\section*{Exchange in the AFQMC local energy: half-rotated vectors, stored tensor or stochastic contraction}

\subsection*{Statement}

Energies are in hartree ($E_h$) and lengths in bohr. The basis has $M$ real orthonormal orbitals, there are $N$ electrons per spin, and the integrals in chemists' order are factorised as $(pq|rs)=\sum_{g=1}^{X_0}L^g_{pq}L^g_{rs}$ with real symmetric $L^g$. The trial determinant $\Psi_\sigma$ (orthonormal columns) and the walker $\Phi_\sigma$ are $M\times N$ matrices. With the half-rotated vectors $\tilde L^g_\sigma=\Psi_\sigma^\dagger L^g$, computed once, and
\begin{equation}
\Theta_\sigma=\Phi_\sigma(\Psi_\sigma^\dagger\Phi_\sigma)^{-1},\qquad G^\sigma_{pq}=(\Theta_\sigma\Psi_\sigma^\dagger)_{qp},\qquad f^g_\sigma=\tilde L^g_\sigma\Theta_\sigma ,
\end{equation}
the local energy $E_L=\langle\Psi|H|\Phi\rangle/\langle\Psi|\Phi\rangle$ is
\begin{equation}
E_L=E_{\rm nuc}+\sum_{\sigma pq}h_{pq}G^\sigma_{pq}+\frac12\sum_g\Big[\Big(\sum_\sigma {\rm tr} f^g_\sigma\Big)^2-\sum_\sigma{\rm tr}(f^g_\sigma f^g_\sigma)\Big].
\label{EL}
\end{equation}
The Coulomb term needs only traces, $O(X_0MN)$. Exchange needs the matrices $f^g$, $O(XMN^2)$ for $X$ vectors. Coulomb is therefore evaluated with all $X_0$ vectors, and the choice concerns exchange alone. For a closed-shell trial and walker one spin sector suffices and $E_x=-\sum_g{\rm tr}(f^gf^g)$. Work is counted in multiply-adds per evaluation of $E_x$, real or complex alike, and memory in stored numbers.

\begin{center}
\begin{tabular}{llll}
\hline
scheme & work & memory & deviation\\
\hline
A: $X$ vectors & $X(N^2M+N^2)$ & $X_0NM$ & bias, at most $\|\Theta\|^2\,{\rm tr}R$\\
B: stored tensor & $D(D+3)/2$, $D=NM$ & $X_0NM+D(D+1)/2$ & none\\
C: $N_\xi$ random vectors & $N_\xi[X_0NM+2(N^2M+N^2)]$ & $X_0NM$ & noise $\sigma_c/\sqrt{nN_\xi}$\\
\hline
\end{tabular}
\end{center}

Here $R$ is the residual of the integrals, $n$ the number of evaluations averaged, and $\sigma_c$ is derived below. H$_{50}$ in STO-6G has $M=50$ and $N=25$. In the solvable model of these dimensions, with $n=10^4$, C is cheapest for deviations of a few m$E_h$, down to $2.59$ m$E_h$, and B for anything tighter. When the tensor cannot be stored, C stays cheapest down to $1.83$ m$E_h$ and complete A takes over below that. Among the tolerances tabulated below, truncated A wins only when a single evaluation must be accurate by itself and the tolerance is loose.

\subsection*{Proof of the energy formula}

In first quantisation the two-electron operator is $\sum_g\sum_{i<j}L^g_iL^g_j$, where $L_i$ acts on electron $i$. The product $\prod_i(1+xL_i)$ turns the determinant of $\Phi_\sigma$ into that of $(1+xL)\Phi_\sigma$, so
\begin{equation}
\frac{\langle\Psi|\prod_i(1+xL_i)|\Phi\rangle}{\langle\Psi|\Phi\rangle}=\prod_\sigma\det(1+xf_\sigma)=\exp\sum_\sigma\Big[x\,{\rm tr}f_\sigma-\frac{x^2}{2}{\rm tr}f_\sigma^2+\dots\Big].
\end{equation}
The coefficient of $x^2$ is the matrix element of $\sum_{i<j}L_iL_j$ on the left and $\frac12[(\sum_\sigma{\rm tr}f_\sigma)^2-\sum_\sigma{\rm tr}f^2_\sigma]$ on the right. The coefficient of $x$, with $h$ in place of $L$, gives ${\rm tr}(h\Theta_\sigma\Psi^\dagger_\sigma)=\sum_{pq}h_{pq}G^\sigma_{pq}$. This is the generalised Wick theorem in the form that \eqref{EL} requires.

\subsection*{Work, memory and deviation}

\emph{Scheme A.} The trace $\sum_{iq}\tilde L^g_{iq}\Theta_{qi}$ takes $NM$ operations, the matrix $f^g$ takes $N^2M$ and ${\rm tr}(f^gf^g)$ a further $N^2$. Keeping $X$ vectors leaves the positive semidefinite residual $R_{pq,rs}=\sum_{g>X}L^g_{pq}L^g_{rs}$ and the deviation $\Delta_A=\sum_{g>X}{\rm tr}(f^gf^g)$. Since $|{\rm tr}f^2|\le\|f\|_F^2\le\|L\|_F^2\|\Theta\|^2$, with $\|\Theta\|$ the largest singular value,
\begin{equation}
|\Delta_A|\le\|\Theta\|^2\,{\rm tr}R\le\|\Theta\|^2M^2\delta ,
\label{bound}
\end{equation}
where $\delta$ is the largest residual diagonal, the stopping threshold of pivoted Cholesky decomposition. For $\Phi=\Psi$ every $f^g$ is Hermitian, so truncation raises $E_x$. That part is a constant of the run. Subtracting it costs nothing per walker and defines A$'$, with deviation $\Delta_A(\Phi)-\Delta_A(\Psi)$. A bias does not fall with $n$.

\emph{Scheme B.} The sum over $g$ is done in advance,
\begin{equation}
E_x=-\sum_{jq,is}\Theta_{qj}K_{jq,is}\Theta_{si},\qquad K_{jq,is}=\sum_g\tilde L^g_{iq}\tilde L^g_{js}.
\end{equation}
$K$ is symmetric of dimension $D$, so one triangle is stored and the quadratic form takes $D(D+1)/2+D$ operations, whatever $X_0$. The setup takes $X_0D(D+1)/2$. A and B cost the same near $X=M/2$.

\emph{Scheme C.} The stochastic resolution of the identity, applied to AFQMC by Lee and Reichman (2020), draws $\xi_g$ with $\langle\xi_g\xi_{g'}\rangle=\delta_{gg'}$ and forms $F=(\sum_g\xi_g\tilde L^g)\Theta$. Then ${\rm tr}F^2=\xi^TA\xi$ with $A_{gg'}={\rm tr}(f^gf^{g'})$, whose mean is $-E_x$. The trial serves as control variate: the same $\xi$ is used with $\Theta=\Psi$, which gives $A^0$, and the estimate is $E_x(\Psi)-\xi^T(A-A^0)\xi$. The rotation costs $X_0NM$ and each of the two contractions $N^2M+N^2$. For Gaussian $\xi$ and real $A$, diagonalising the form leaves independent terms $\lambda\xi^2$ of variance $2\lambda^2$, so
\begin{equation}
\sigma_c^2=2\|A-A^0\|_F^2,\qquad \sigma_p^2=2\|A\|_F^2
\label{var}
\end{equation}
with and without the control. For complex walkers the real part of the matrix enters the variance of ${\rm Re}\,E_x$. These norms are invariant under orthogonal mixing of the vectors and so hold for any complete factorisation. Signs $\xi_g=\pm1$ remove the diagonal elements from the norm, so \eqref{var} bounds their variance from above.

With $N=M/2$ and $X_0=cM$ the leading work is $cM^4/4$ for complete A, $M^4/8$ for B and $(c+1)M^3/2$ per sample of C, and B stores $M^4/8$ numbers against $cM^3/2$. The counts do not use the trial's own orbital basis, where $M\to M-N$ in contractions with $\Theta$; at half filling this would halve the $N^2M$ terms and quarter the quadratic part of B.

\subsection*{Solvable model}

Take a ring of $M=2N=50$ sites with zero differential overlap, $(pq|rs)=\delta_{pq}\delta_{rs}V_{p-r}$, and a geometric spectrum
\begin{equation}
V_d=\sum_{q=-N+1}^{N}u_0\rho^{|q|}e^{2\pi iqd/M}=u_0\frac{(1-\rho^2)[1-(-1)^d\rho^N]}{1-2\rho\cos(2\pi d/M)+\rho^2}.
\end{equation}
The on-site value is $V_0=U=5\zeta/8=0.775\,E_h$, the self-repulsion of a Slater $1s$ function with the typical hydrogen exponent $\zeta=1.24$. At an assumed spacing of $1.8$ bohr two such functions repel by $0.494\,E_h$, and $\rho=0.85$ is chosen to put the neighbour value near it, $V_1=0.503\,E_h$. The tail of $V_d$ falls faster than a Coulomb tail. The vectors are the eigenvectors of $V$, diagonal matrices $\sqrt{2u_q}\cos(2\pi qp/M)$ and $\sqrt{2u_q}\sin(2\pi qp/M)$ with $u_q=u_0\rho^{|q|}$, and single vectors without the factor $\sqrt2$ at $q=0$ and $q=N$, so $X_0=50$. At given $X$ they minimise ${\rm tr}R$, so pivoted Cholesky vectors leave a residual trace at least as large.

The trial fills the plane waves $k=-12,\dots,12$, a set that can be made real. The walker is $\Phi=e^{\lambda S}\Psi$ with $S_{pp}=(-1)^p$. Because $S^2=1$ and $S$ shifts $k$ by $N$, from the occupied set onto the empty one, $\Psi^\dagger\Phi=\cosh\lambda$ and $\Theta=(1+tS)\Psi$ with $t=\tanh\lambda$ and $\|\Theta\|^2=1+|t|^2$. An assumed real amplitude $t=0.3$ is used. Let $T_q$ be the shift of $k$ by $q$ projected on the occupied set, so that ${\rm tr}(T_qT_{-q})=N-|q|$ and ${\rm tr}(T_qT_{q'})=0$ unless $q+q'\equiv0$ modulo $M$. The mode $e^{2\pi iqp/M}$ gives $f_q=T_q+tT_{q+N}$, and since $q+N$ folds to modulus $N-|q|$,
\begin{equation}
{\rm tr}(f_qf_{-q})=a_q=N-|q|+t^2|q|,\qquad {\rm tr}(f_qf_{N-q})=tN ,
\label{traces}
\end{equation}
while all other pairs vanish. With
\begin{equation}
Z=\sum_q\rho^{|q|}=\frac{(1+\rho)(1-\rho^N)}{1-\rho},\qquad W=\sum_q|q|\rho^{|q|}=\frac{2\rho(1-\rho^N)}{(1-\rho)^2}-N\rho^N\frac{1+\rho}{1-\rho},
\end{equation}
the values are $Z=12.1212$, $W=68.9535$, $u_0=U/Z=0.063937\,E_h$, and the exact terms are
\begin{equation}
E_x=-U\Big[N-(1-t^2)\frac WZ\Big]=-15.3631\,E_h,\qquad E_J=2u_0N^2(1+t^2\rho^N)=80.045\,E_h .
\end{equation}
The trial has $E_x(\Psi)=-14.9663\,E_h$. For a translation-invariant $h$ the one-body term is twice the sum of the occupied levels, independent of $t$.

Keeping $|q|\le Q$, that is $X=2Q+1$ vectors in order of eigenvalue,
\begin{equation}
\delta=\sum_{|q|>Q}u_q,\qquad\Delta_A=\sum_{|q|>Q}u_qa_q,\qquad\Delta_{A'}=t^2\sum_{|q|>Q}u_q|q| .
\end{equation}
The eigenvalues fall as $\rho^{X/2}$, one decade per $2\ln10/\ln(1/\rho)=28$ vectors, and by only $\rho^N=0.0172$ over the whole set. Lengthening the ring at fixed shape of $V_d$ keeps $\rho^M$ fixed and $u_0\propto1/M$, so a given reduction of the eigenvalues by a factor $\epsilon$ needs $X\propto M\ln(1/\epsilon)$. Here ${\rm tr}R=M\delta$, and at $X=23$ the first bound in \eqref{bound} is $5.87\,E_h$ against an actual $1.13\,E_h$.

Equations \eqref{var} and \eqref{traces}, with $u_qu_{N-q}=u_0^2\rho^N$ for each of the $M$ modes, give
\begin{equation}
\sigma_c^2=2u_0^2\Big[t^4\sum_qq^2\rho^{2|q|}+M\rho^Nt^2N^2\Big]=2u_0^2\,[0.932+48.369],
\end{equation}
so $\sigma_c=0.635\,E_h$. Without the control $t^2|q|$ becomes $a_q$ and $\sigma_p=5.09\,E_h$. The control lowers the variance $64$-fold for $1.34$ times the work of the plain sample, which costs $94375$. Both terms of $\sigma_c^2$ grow as $M$, so the noise per atom falls as $M^{-1/2}$ and $N_\xi$ need not grow with the ring, while the cost of B over one sample grows as $M/[4(c+1)]$.

\subsection*{Tables}

Deviations are in m$E_h$, biases for A and root-mean-square values for C.

\begin{center}
\begin{tabular}{rrrrr}
\hline
$X$ & work & $\delta$ & $\Delta_A$ & $\Delta_{A'}$\\
\hline
9 & 286875 & 364.7 & 5829.9 & 325.1\\
23 & 733125 & 107.7 & 1127.1 & 154.8\\
35 & 1115625 & 32.2 & 203.5 & 59.4\\
41 & 1306875 & 14.5 & 65.7 & 29.4\\
45 & 1434375 & 6.7 & 23.0 & 14.4\\
49 & 1561875 & 1.1 & 2.5 & 2.5\\
50 & 1593750 & 0 & 0 & 0\\
\hline
\end{tabular}
\quad
\begin{tabular}{rrrr}
\hline
$N_\xi$ & work & $n=1$ & $n=10^4$\\
\hline
1 & 126250 & 635 & 6.35\\
2 & 252500 & 449 & 4.49\\
5 & 631250 & 284 & 2.84\\
6 & 757500 & 259 & 2.59\\
11 & 1388750 & 191 & 1.91\\
12 & 1515000 & 183 & 1.83\\
\hline
\end{tabular}
\end{center}

B is exact at work $783125$, the price of $24.6$ vectors in A or $6.2$ samples in C. It stores $844375$ numbers against $62500$, a ratio of $13.5$. Its setup of $39093750$ operations is repaid against complete A after $49$ evaluations. The Coulomb term, common to all, costs $62500$, which is $25.5$ times less than exchange in complete A.

\subsection*{Choices}

If the weights are propagated with overlap ratios, $E_L$ is only averaged and the noise of independent $\xi$ falls with $n$; $n=10^4$ walkers of equal $t$ stand for this case. If $E_L$ enters the weight as $e^{-\Delta\tau E_L}$, the noise still averages over walkers and time steps, but a bias persists: averaging the exponential lowers the effective $E_L$ by $\Delta\tau\sigma_c^2/(2N_\xi)$ to leading order, $1.0$ m$E_h$ for one sample at a typical $\Delta\tau=0.005\,E_h^{-1}$, and by an amount that depends on the walker. The bias of A$'$ persists as well and is far larger. At $n=10^4$ one sample of C, with noise $6.35$ m$E_h$, bias $1.0$ m$E_h$ and work $126250$, therefore meets tolerances of $160$ and $60$ m$E_h$ more cheaply than A$'$ or B. The entries for $n=1$ belong to neither propagation: they apply only where one evaluation for one walker must be accurate by itself, with nothing averaged. The memory cap below is $10^5$ numbers, which admits A and C and excludes B.

\begin{center}
\begin{tabular}{llll}
\hline
$n$ & tolerance (m$E_h$) & cheapest, free memory & cheapest, capped\\
\hline
$10^4$ & 10 & C, $N_\xi=1$ & the same\\
$10^4$ & 5 & C, $N_\xi=2$ & the same\\
$10^4$ & 3 & C, $N_\xi=5$ & the same\\
$10^4$ & 2 & B & C, $N_\xi=11$\\
$10^4$ & 1 & B & A, $X=50$\\
1 & 160 & A$'$, $X=23$ & the same\\
1 & 60 & B & A$'$, $X=35$\\
\hline
\end{tabular}
\end{center}

For $1$ m$E_h$ C would need $41$ samples and $5176250$ operations, and for $60$ m$E_h$ at $n=1$ it would need $112$ samples. At $160$ m$E_h$ A$'$ undercuts B by only $6$ per cent, and at $2$ m$E_h$ under the cap C undercuts complete A by $13$ per cent; such margins lie within the freedom of the counting.

\begin{center}
\begin{tabular}{lll}
\hline
work budget & best at $n=1$ & best at $n=10^4$\\
\hline
$3\times10^5$ & A$'$, $X=9$: 325.1 & C, $N_\xi=2$: 4.49\\
$7.6\times10^5$ & A$'$, $X=23$: 154.8 & C, $N_\xi=6$: 2.59\\
$8\times10^5$, free memory & B: exact & B: exact\\
$1.6\times10^6$, capped & A, $X=50$: exact & A, $X=50$: exact\\
\hline
\end{tabular}
\end{center}

C overtakes A$'$ once $n>\sigma_c^2/(N_\xi\Delta_{A'}^2)$, which is $1.9$ in the first budget and $2.8$ in the second. When $n$ is free as well, let $\sigma_0^2$ be the intrinsic variance of $E_L$ between independent walkers, $W_0$ all other work per evaluation and $w$ the work per sample. The work for a given statistical bar is proportional to $(\sigma_0^2+\sigma_c^2/N_\xi)(W_0+N_\xi w)$, which is least at $N_\xi=(\sigma_c/\sigma_0)\sqrt{W_0/w}$.

\subsection*{Transfer to the molecule}

The deviations are the model's. The operation counts apply to H$_{50}$ once $X_0$ is known. Zero differential overlap caps the rank at $M$, whereas a typical threshold of $10^{-5}\,E_h$ typically yields several vectors per orbital, because overlap densities are kept too. The model therefore understates $X_0$ several-fold and lacks the weak tail of vectors in which truncation is normally done. With an assumed $X_0=5M=250$, complete A costs $7968750$, or $10.2$ times B, which is unchanged. One sample of C costs $376250$, so only $2.1$ samples fit into the price of B, and the triangle of $K$, $781875$ numbers, is just $2.5$ times the $312500$ already held. At $M=50$ this widens the range in which B is the choice, while the $M^4/8$ storage and the ratio $M/[4(c+1)]$ hand longer chains to C.